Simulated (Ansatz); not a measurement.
## A series in volume scale on Nb

Results calculated with Ansatz 0.2.0, not measured. Periodic Kohn-Sham DFT of a crystal at fixed atoms, scaled to volume_scale times the given cell; pressure positive in compression, energy less spherical unpolarised free atoms, largest_vzz the field gradient of largest size among the nuclei.

The cell before it is scaled or strained (space group Fm-3m, No. 225):
```
cell vectors (Å)
   0.0000     2.1150     2.1150
   2.1150     0.0000     2.1150
   2.1150     2.1150     0.0000
atoms (fractions of the cell vectors)
Nb  0.00000  0.00000  0.00000
```

Settings of every row: method frozen-core PAW; functional LDA; relativity scalar; k mesh 13x13x13; filling fermi-dirac; smearing width 0.03 eV; wave cutoff 420 eV; paw set soft_2.

Atom start moment: 0 on all atoms.

Limits: PAW files made with PBE.

```
row  volume scale  V (Å³/atom)  pressure (GPa)
  1          0.94       17.786          -0.128
  2          0.96       18.165          -3.833
  3          0.98       18.543           -7.23
  4          0.99       18.733          -8.812
  5             1       18.922               ?
  6          1.01       19.111         -11.741
  7          1.02         19.3         -13.092
  8          1.04       19.679         -15.584
  9          1.06       20.057         -17.822
```

Question: what pressure should row 5 give?

Worked fit of pressure. Take u = (V_r/V)^(2/3) − 1 with V_r = 18.922 Å³ an atom, which is twice the finite (Eulerian) strain; such expansions in the strain, on which the Birch-Murnaghan equation of state is built, carry the rest volume and the bulk modulus. The shown rows have u = 0.04214, 0.02759, 0.01358, 0.00671, -0.0066, -0.0131, -0.02581, -0.03809. Least squares give pressure = −10.3107 + 219.72 × u + 559.8 × u² − 899 × u³ GPa; a parabola predicts inner rows, each left out in turn, worse (root mean square 0.017 against 0.0095 GPa). The rows lie off it by -0.003, 0.008, -0.004, -0.001, -0.005, -0.001, 0.009, -0.004 (root mean square 0.0052 GPa). The withheld row has u = 0, so the fit gives −10.3107 + 219.72 × (0) + 559.8 × (0)² − 899 × (0)³ = -10.311 GPa.

The calculation gave -10.315 GPa. The fit lies 0.004 GPa (0.023 % of the column's range) above it; its largest miss of a shown row is 0.009 GPa.
